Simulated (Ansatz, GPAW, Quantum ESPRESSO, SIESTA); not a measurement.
## Sn3Se: programs and potentials compared

```
CELL_PARAMETERS angstrom
0.00000 3.73314 3.73314
3.73314 0.00000 3.73314
3.73314 3.73314 0.00000
ATOMIC_POSITIONS crystal
Sn 0.50000 0.50000 0.50000
Sn 0.75000 0.75000 0.75000
Sn 0.25000 0.25000 0.25000
Se 0.00000 0.00000 0.00000
```

The cell comes from a database or a generator and needn't be the stable form of this composition.

Alike in all runs: task band structure; functional PBEsol; k mesh 6 × 6 × 6; occupations fermi-dirac, width 0.05 eV; no spin polarisation; no spin-orbit coupling. Pressure is positive in compression and, in plane waves, holds the error of the finite cutoff, which Ansatz's Pulay term estimates and takes out.

```tsv
program and potentials	plane-wave cutoff (eV)	notes	pressure (GPa)
SIESTA, files PseudoDojo sr-pbesol-0.4.1-standard, DZP (energy shift 0.003 Ry; two zetas on semicore shells)	-	atomic basis; 14.5 valence electrons an atom on average	-2.19
Quantum ESPRESSO, GBRV 1.5 PBEsol	925	12 valence electrons an atom on average	-3.41
GPAW, PAW data sets generated for this functional	600	12 valence electrons an atom on average	-3.40
Ansatz, PAW datasets made for the crystal	260	12 valence electrons an atom on average	-3.19
Ansatz, all-electron LAPW, scalar-relativistic	-	-	-3.19
```

The pressure spans -3.41 (Quantum ESPRESSO, GBRV 1.5 PBEsol) to -2.19 GPa (SIESTA, files PseudoDojo sr-pbesol-0.4.1-standard, DZP (energy shift 0.003 Ry; two zetas on semicore shells)), with all-electron results at -3.19. Rows in atomic bases carry the error of their basis and grid, which can be large.

The functional is the same throughout but for its coding, so the spread measures potentials, basis and numerics; runs on potential files found faulty are left out.

Every run gives a negative pressure, so at this functional the cell is stretched and would contract if its volume were relaxed. A likely reason is that the lattice constant comes from a functional such as PBE, which usually gives longer bonds than PBEsol in compounds of heavy p-block elements.

The Ansatz PAW result matches the all-electron value of -3.19 GPa, while Quantum ESPRESSO and GPAW lie close together at slightly stronger tension. Their mutual agreement is therefore no proof of accuracy. SIESTA stands apart with the weakest tension. Its larger valence count corresponds to treating the Se 3d shell explicitly, but the PAW run with fewer valence electrons already reproduces the all-electron pressure. This suggests that freezing that shell matters little here, and that the limited flexibility of the atomic orbitals is the more probable source of the deviation.

Agreement in pressure tests the volume dependence of the total energy and doesn't establish equal accuracy for the band energies.
